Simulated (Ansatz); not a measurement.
Ta: the change of energy above lowest point and pressure with volume per atom

Results calculated with Ansatz 0.2.0 development build, not measured. Equation of state of a cubic crystal from periodic Kohn-Sham density functional theory without spin; pressure corrected for the finite basis.

Cell of the first row (space group Im-3m, No. 229):
```
CELL_PARAMETERS angstrom
-1.61430 1.61430 1.61430
1.61430 -1.61430 1.61430
1.61430 1.61430 -1.61430
ATOMIC_POSITIONS crystal
Ta 0.00000 0.00000 0.00000
```

Settings of every row: formula Ta; structure type bcc; functional r2SCAN; spin treatment none; k mesh 14x14x14; occupation method fermi-dirac; occupation width 0.1 eV; wave cutoff 500 eV; datasets all-electron datasets; density cutoff ratio 7; dirac inner shells no; nucleus point.

Limits: modest k-mesh, values are not fully converged in k; no spin-orbit coupling, which can matter with elements this heavy.

| row | volume per atom (Å³) | energy above lowest point (meV/atom) | pressure (GPa) |
| --- | --- | --- | --- |
| 1 | 16.828 | 56.69 | 16.073 |
| 2 | 17.377 | 15.66 | 8.087 |
| 3 | 17.926 | 0 | 1.232 |
| 4 | 18.474 | ? | ? |
| 5 | 19.023 | 30.83 | -9.683 |

Question: what energy above lowest point and pressure should row 4 give?

Worked fit of energy above lowest point. Take u = (V_r/V)^(2/3) − 1 with V_r = 17.651 Å³ an atom, which is twice the finite (Eulerian) strain; such expansions in the strain, on which the Birch-Murnaghan equation of state is built, carry the rest volume and the bulk modulus. The shown rows have u = 0.03234, 0.01048, -0.01025, -0.04868. Least squares give energy above lowest point = 4.915 + 749.42 × u + 26330.8 × u² meV/atom; a straight line predicts inner rows, each left out in turn, worse (root mean square 27 against 0.0012 meV/atom). All shown rows lie on it to the printed digit. Its lowest point lies at u = -0.0142, or V = 18.03 Å³ an atom, and the curvature there gives the bulk modulus at fixed shape and fractions, B = (4/9)(1 + u)² E″(u)/V = 202 GPa. The withheld row has u = -0.02992, so the fit gives 4.915 + 749.42 × (-0.02992) + 26330.8 × (-0.02992)² = 6.06 meV/atom.

The calculation gave 6.09 meV/atom. The fit lies 0.03 meV/atom (0.053 % of the column's range) below it; its largest miss of a shown row is 0.00 meV/atom.

Worked fit of pressure. Take u = (V_r/V)^(2/3) − 1 with V_r = 17.651 Å³ an atom, which is twice the finite (Eulerian) strain; such expansions in the strain, on which the Birch-Murnaghan equation of state is built, carry the rest volume and the bulk modulus. The shown rows have u = 0.03234, 0.01048, -0.01025, -0.04868. Least squares give pressure = 4.5363 + 330.896 × u + 797.32 × u² GPa; a straight line predicts inner rows, each left out in turn, worse (root mean square 0.82 against 0.0094 GPa). The rows lie off it by 0.002, -0.005, 0.004, -0.001 (root mean square 0.0034 GPa). The pressure vanishes at u = -0.0142, or V = 18.03 Å³ an atom, and there the bulk modulus at fixed shape and fractions is B = −V dP/dV = (2/3)(1 + u) dP/du = 203 GPa. The withheld row has u = -0.02992, so the fit gives 4.5363 + 330.896 × (-0.02992) + 797.32 × (-0.02992)² = -4.650 GPa.

The calculation gave -4.638 GPa. The fit lies 0.012 GPa (0.047 % of the column's range) below it; its largest miss of a shown row is 0.005 GPa.
